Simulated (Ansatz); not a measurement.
## Volume change: r2SCAN against PBEsol

All results are calculated (Ansatz 0.2.0). Density functional relaxation to zero force (and stress, where the cell is free) that keeps the start's symmetry, energy at zero smearing over the elements' standard crystals or gases in the same functional; plane waves with PAW datasets, Gamma-centred k mesh.

Settings of every row: dispersion none; spin none; occupations gaussian; smearing width 0.1 eV; freedom cell atoms; force tolerance 0.005 eV/Å.

Limits: cells from prototypes or lists of computed structures, which needn't be the stable phases (Y, Sr, Zr, Li, Ta).

Limits of some rows: lies under the reference phase in this functional (Zr, Zn).

Each row is one system, relaxed from the same start, with functional PBEsol and with r2SCAN. The wave cutoff is 420 eV in the first and 500 eV in the second. The rows are a selection: systems with far-off first values are left out.

| row | formula | space group | atoms in the cell | V at the start (Å³/atom) | k mesh | PBEsol (%) | r2SCAN (%) |
| --- | --- | --- | --- | --- | --- | --- | --- |
| 1 | Y | R-3m (166) | 3 | 33.57 | 15x15x15 | -7.81 | -0.98 |
| 2 | Sr | P6_3/mmc (194) | 2 | 56.43 | 12x12x6 | -7.48 | ? |
| 3 | Zr | Ibam (72) | 6 | 23.44 | 10x10x10 | -5.28 | 0.11 |
| 4 | Ti | P6_3/mmc (194) | 2 | 17.32 | 18x18x10 | -3.44 | -0.10 |
| 5 | Pd | Fm-3m (225) | 1 | 15.03 | 18x18x18 | -3.20 | -0.75 |
| 6 | Cu | Fm-3m (225) | 1 | 11.45 | 20x20x20 | -1.17 | -0.06 |
| 7 | Zn | P6_3/mmc (194) | 2 | 14.42 | 18x18x10 | -1.05 | 0.79 |
| 8 | Li | Fm-3m (225) | 1 | 20.35 | 16x16x16 | -0.84 | 2.95 |
| 9 | Ta | Fm-3m (225) | 1 | 18.15 | 18x18x18 | 0.28 | 2.62 |

Question: what volume change should Sr (row 2) have with r2SCAN?

Worked estimate. Take the shift, the second value less the first: 6.83, 5.39, 3.34, 2.45, 1.11, 1.84, 3.79, 2.34 % in the shown rows, 3.386 % in the mean. It follows the first value, whose mean is -2.814 %: the sums about the means are S_xx = 50.87 and S_xy = -30.67, so the slope is -0.603, and the standard deviation about this line is 1.09 % (about the mean alone 1.91). For the withheld row the shift is 3.386 − 0.603 × (-7.48 + 2.814) = 6.20 %, which gives -7.48 + 6.20 = -1.28 %.

The calculation gave 1.25 %, a shift of 8.73. The estimate is 2.53 % too low, about 2.3 standard deviations; taking the first value unchanged would miss by 8.73 %.
